A space-group operation $\{R|\mathbf t\}$, acting as $\psi(\mathbf r)\to\psi(R^{-1}(\mathbf r-\mathbf t))$, sends $e^{i\mathbf K\cdot\mathbf r}$ to $e^{-iR\mathbf K\cdot\mathbf t}e^{iR\mathbf K\cdot\mathbf r}$. Only fixed waves enter the trace over a shell of degenerate $\mathbf K=\mathbf k+\mathbf G$:
$$\chi(\{R|\mathbf t\})=\sum_{R\mathbf K=\mathbf K}e^{-i\mathbf K\cdot\mathbf t},\qquad n_\alpha=\frac1{|G_{\mathbf k}|}\sum\chi_\alpha^*\chi .$$
The second sum takes one operation for each of the $|G_{\mathbf k}|$ rotations with $R\mathbf k=\mathbf k+\mathbf G$. Representation $\alpha$, of dimension $d_\alpha$, gives $d_\alpha$ identical blocks of size $n_\alpha$. For the eight (111) waves at $\Gamma$ the nonzero characters are 8 ($E$), 2 ($8C_3$) and 4 ($6\sigma_d$), giving $\Gamma_1+\Gamma_{2'}+\Gamma_{25'}+\Gamma_{15}$ in fcc and also in diamond, where these operations carry no translation.

## Germanium at X

Put atoms at $0$ and $\mathbf t=\frac a4(1,1,1)$, take $\mathbf k=\frac{2\pi}a(0,0,1)$ and ignore spin. Then $\mathbf K=\frac{2\pi}a(h,k,l)$ with $h+k$ even and $k+l$ odd, and the kinetic energy is $sE_0$ with $s=h^2+k^2+l^2$. For the typical $a=5.658$ Å, $E_0=\hbar^2(2\pi/a)^2/2m_e=4.698$ eV. The 16 operations are the eight of $D_{2d}$, without translation, and their products with $J=\{I|\mathbf t\}$.

> **Predict.** $I$ and $C_{2x}$ commute. Do $J$ and $C_{2x}$ commute on Bloch states at X?

The two orders differ by the translation $\mathbf t-C_{2x}\mathbf t=\frac a2(0,1,1)$, whose Bloch phase is $e^{-i\pi}=-1$. They anticommute, so every dimension is even and $\sum d^2=16$ allows one 4 or four 2s. For $C_{2z}$ the translation is $\frac a2(1,1,0)$ with phase $+1$, so $C_{2z}$ is central and equals $\pm1$. A lone representation would need $\chi(C_{2z})=0$. Hence there are four two-dimensional ones, and every level is doubly degenerate for any potential with this space group.

An element that anticommutes with another is traceless, which removes ten. There remain $E$, $C_{2z}$, the mirrors $\sigma$ ($x\leftrightarrow y$) and $\sigma'$ ($x\leftrightarrow-y$), $P=J\sigma$ and $P'=J\sigma'$. Conjugation by $C_{2x}$ maps $\sigma\to\sigma'$ and $P\to-P'$, while $\sigma\sigma'=PP'=C_{2z}$. With $\sum|\chi|^2=16$ this fixes the characters, in that order: $X_{1,2}=(2,2,\pm2,\pm2,0,0)$ and $X_{3,4}=(2,-2,0,0,\mp2,\pm2)$. The labels $X_3$, $X_4$ are fixed here by $\chi_4(P)=+2$.

> **Predict.** Decompose the four waves $(\pm1,\pm1,0)$.

$\sigma$, $\sigma'$, $P$, $P'$ each fix two waves, with phase $-1$ for $P'$ only. The characters $(4,0,2,2,2,-2)$ give $X_1+X_4$. Likewise $s=1$ gives $X_1$, and the eight waves of $s=5$ give each representation once. All 388 waves with $s\le50$ give blocks of 63, 36, 46 and 49.

One row of $X_1$ is invariant under $D_{2d}$, and no other representation has such a row. Its symmetrised waves are equal-weight sums over $D_{2d}$ orbits, and $n\equiv n_1\to N/8$ for $N$ waves.

## A solvable model

Give each atom one attractive $s$ projector with an assumed form factor $\beta=(s+4)^{-2}$, in real space $e^{-\kappa r}$ with $\kappa=4\pi/a=2.22$ Å$^{-1}$. In units of $E_0$,
$$H_{KK'}=s\,\delta_{KK'}-g\,\beta_K\beta_{K'}\left[1+e^{-i(\mathbf K-\mathbf K')\cdot\mathbf t}\right].$$
The potential has rank two, so the secular equation is $2\times2$ in the atoms, with diagonal $F(E)-1/g$, $F(E)=\sum_K\beta_K^2/(s-E)$, and off-diagonal $\sum_K\beta_K^2e^{i\mathbf K\cdot\mathbf t}/(s-E)$.

> **Predict.** Evaluate the off-diagonal sum.

It is zero, since $(h,k,l)$ and $(h,-k,-l)$ differ in phase by $(-1)^{k+l}=-1$. The lowest $X_1$ level is the double root of $gF(E)=1$. Choose $g$ so that the exact root is $E=-4$, or $-18.79$ eV. Then $1/g=\sum_K(s+4)^{-5}$. The waves have density $1/4$, and $\int d^3K\,e^{i\mathbf K\cdot\boldsymbol\rho}(K^2+4)^{-5}=\pi^2p(x)e^{-x}/24576$ with $x=2\rho$, $p=15+15x+6x^2+x^3$. Poisson summation over fcc vectors $\mathbf R$ gives
$$\frac1g=\frac{\pi^2}{98304}\sum_{\mathbf R}(-1)^{2R_z/a}\,p(x)e^{-x},\qquad x=4\pi R/a .$$
The sum begins $15-0.73246+0.06560-0.00880$ and converges to 14.32596, so $1/g=1.438309\times10^{-3}$ and $g=695.26$.

## Three methods

Work is counted in multiply-adds, one per plane-wave matrix element, and memory in stored numbers. The potential is treated as a dense matrix, because the rank-two shortcut is special to the model. Householder reduction costs $2j^2$ at size $j$, or $\frac23n^3$ in all.

**A, full matrix** with $s\le S$ and $N\approx\frac\pi3S^{3/2}$: work $N^2+\frac23N^3$, memory $N^2$.

**B, the $X_1$ block.** Sorting waves into orbits costs $8N$. The projector commutes with $H$, so an element needs one wave of the row orbit and all waves of the column orbit, $nN$ in total. Work is $8N+nN+\frac23n^3$, memory $n^2+N$.

**C, Löwdin folding inside that block.** Diagonalise the $n_0$ functions with $s\le S_0$ to get $E_P$, add $\sum_qH_{iq}H_{qj}/(E_P-s_q)$ over $S_0<s_q\le S$, and diagonalise again. Work is $8N+n_0N+n_0^2(n-n_0)+\frac43n_0^3$, linear in $N$, and memory $n_0n+N$.

> **Predict.** How do the deviations of A and B compare, and how fast do they fall?

They are identical, because B is a unitary change of basis. Truncation removes the tail $T(S)=\sum_{s>S}(s+4)^{-5}$, so the level rises by $\delta\approx T/F'$ with $F'(-4)=2.412\times10^{-4}$. With $dN/ds=\frac\pi2\sqrt s$,
$$T\to\frac\pi7S^{-7/2},\qquad\delta\propto N^{-7/3}\propto W^{-7/9},$$
where $W$ is the work. Asymptotically B saves a factor $8^3=512$ in work (128 if all four blocks are wanted) and 64 in memory, or $8^{7/3}=128$ in deviation at equal work. The asymptote arrives late. At $S=50$ it gives $T=5.08\times10^{-7}$ against the true $3.41\times10^{-7}$. Replacing $S$ by 55.5, which keeps the shift 4 and cuts midway to the next shell at 53, gives $3.52\times10^{-7}$.

> **Predict.** Does C become exact as $S\to\infty$?

Split $F$ into inner and outer parts $F_P$ and $F_Q$. Exact folding turns $g$ into $g/(1-gF_Q)$, whereas C keeps $g[1+gF_Q(E_P)]$ and solves $g[1+gF_Q(E_P)]F_P(E)=1$. Expanding about $E=-4$, with $\delta_P=E_P+4$,
$$\delta_C\approx\frac{T(S)+gF_Q^2-F_Q'\,\delta_P}{F_P'} .$$
A floor remains, falling as $S_0^{-7}$. The last term, from freezing the denominators, is 0.38 of $gF_Q^2$ for $S_0=6$, $S=50$ and must be kept. Its negative sign shows that C, unlike A and B, carries no variational guarantee. The floors are 39 meV for $S_0=6$ ($n_0=5$) and 1.6 meV for $S_0=14$ ($n_0=12$).

## Results for the model

Deviations from $-4E_0$ come from the full root equations.

| $S$ | cutoff (eV) | $N$ | $n$ | deviation (meV) | work A | work B | memory A | memory B |
|---|---|---|---|---|---|---|---|---|
| 6 | 28 | 22 | 5 | 1291 | $7.6\times10^3$ | $3.7\times10^2$ | 484 | 47 |
| 14 | 66 | 64 | 12 | 242 | $1.8\times10^5$ | $2.4\times10^3$ | 4096 | 208 |
| 26 | 122 | 150 | 27 | 48 | $2.3\times10^6$ | $1.8\times10^4$ | 22500 | 879 |
| 50 | 235 | 388 | 63 | 6.6 | $3.9\times10^7$ | $1.9\times10^5$ | 150544 | 4357 |

| C$(S_0,S)$ | deviation (meV) | work | memory |
|---|---|---|---|
| (6, 14) | 267 | $1.2\times10^3$ | 124 |
| (6, 26) | 84 | $2.7\times10^3$ | 285 |
| (6, 50) | 45 | $6.7\times10^3$ | 703 |
| (14, 26) | 49 | $7.5\times10^3$ | 474 |
| (14, 50) | 8.2 | $1.7\times10^4$ | 1144 |

From $S=26$ to 50 the deviation of A and B falls by 7.3, where $N^{-7/3}$ predicts 9.2. At $S=50$ B saves a factor 201 rather than 512, mainly because waves on the mirrors push $n$ above $N/8$.

> **Predict.** Pick the cheapest row for 300, 100, 50, 10 and 7 meV.

- **300 meV:** C(6, 14), 2.1 times cheaper than B at $S=14$.
- **100 meV:** C(6, 26), 6.9 times cheaper than B at $S=26$.
- **50 meV:** C(6, 50) and C(14, 26) differ by less than such counting resolves, and the second needs less memory.
- **10 meV:** C(14, 50), 11 times cheaper than B and $2.2\times10^3$ times cheaper than A at $S=50$. No $S$ rescues $S_0=6$, because of its floor.
- **7 meV:** B at $S=50$.

The best rows inside work budgets of $10^3$, $10^4$, $2\times10^4$ and $2\times10^5$ are B at $S=6$ (1291 meV), C(6, 50) (45 meV), C(14, 50) (8.2 meV) and B at $S=50$ (6.6 meV). The last factor of ten buys little, since both rows share the tail beyond $S=50$. Within 500 stored numbers C(14, 26) is best. A wins no row at X; it is needed at general $\mathbf k$, where only the identity maps $\mathbf k$ onto itself.

The counts $N$ and $n_\alpha$ hold for any diamond-structure crystal. The deviations are the model's, and the exponent $7/3$ belongs to its form factor. At $\Gamma$ the two sums add, $g\sum_G\beta^2(1+\cos\mathbf G\cdot\mathbf t)/(s-E)=1$, which puts the model's $\Gamma_1$ 17 eV below $X_1$, roughly four times the typical spacing of about 4 eV in Ge. Spin-orbit coupling, compiled as 0.3 eV at the $\Gamma$ valence top (Peralta 2006), does not act on an $s$ projector but exceeds the tighter tolerances above for $p$-like levels.